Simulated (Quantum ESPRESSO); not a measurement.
**Moving the Hubbard U on Nb d in NbTe**

Symmetry: P-6m2, No. 187, hexagonal system. The conventional cell has a = 3.703 Å, b = 3.703 Å, c = 3.694 Å, α = 90.00°, β = 90.00°, γ = 120.00°. Te (site symmetry -6m2) has 6 Nb at 2.83 Å as nearest neighbours. Nb (site symmetry -6m2) has 6 Te at 2.83 Å as nearest neighbours.

The cell comes from a database or a generator and needn't be the stable form of this composition.

Kept alike: task projected density of states; functional PBEsol; k mesh 8 × 8 × 7; occupations fermi-dirac, width 0.05 eV; no spin polarisation. Program: Quantum ESPRESSO, GBRV 1.5 PBEsol, cutoff 612 eV. The mesh is that of the run's cell of 2 atoms. No spin-orbit coupling.

```csv
"Hubbard U on Nb d, U (eV)",pressure (GPa)
0,-4.74
1,-5.86
2,?
3,-8.23
4,-9.47
5,-10.73
6,-11.98
8,-14.06
```

Pressure is positive in compression; the values hold the error of the finite cutoff, so their zero can differ a little from the energy's minimum. U acts here on a shell without spin polarisation. For a metal such a mesh leaves the last digits unconverged. How U acts hangs on the program's projectors.

Fit the rows shown and predict the run at 2 eV.

A least-squares cubic through the rows shown is pressure = 0.006071 U³ - 0.0678 U² - 1.01 U - 4.757 (largest miss 0.034); at U = 2 it gives -7.00 GPa. The run gave: pressure -7.03 GPa.

The pressure is already negative without U and falls at every step, so a larger U makes this fixed cell favour contraction more strongly. That runs against the common expectation that U weakens d bonding and expands a lattice. In the usual rotationally invariant form, U penalises fractional d occupations, and its direct contribution to the pressure depends on how that penalty changes with volume. The sign found here suggests that the penalty eases on contraction, probably through a shift in Nb d occupations as Nb–Te and Nb–Nb overlap grows. It need not mean stronger chemical bonding.

The nearly linear response suggests that the occupations change only gradually, with no abrupt switch of electronic state. The somewhat weaker slope towards 8 eV points to some rearrangement of the d shell. This smoothness is why interpolation gives -7.00 GPa against the calculated -7.03 GPa, but it doesn't help to choose a physical U. Nb 4d states are extended and strongly hybridised, so the larger values are better read as a test of sensitivity than as a realistic description of NbTe.
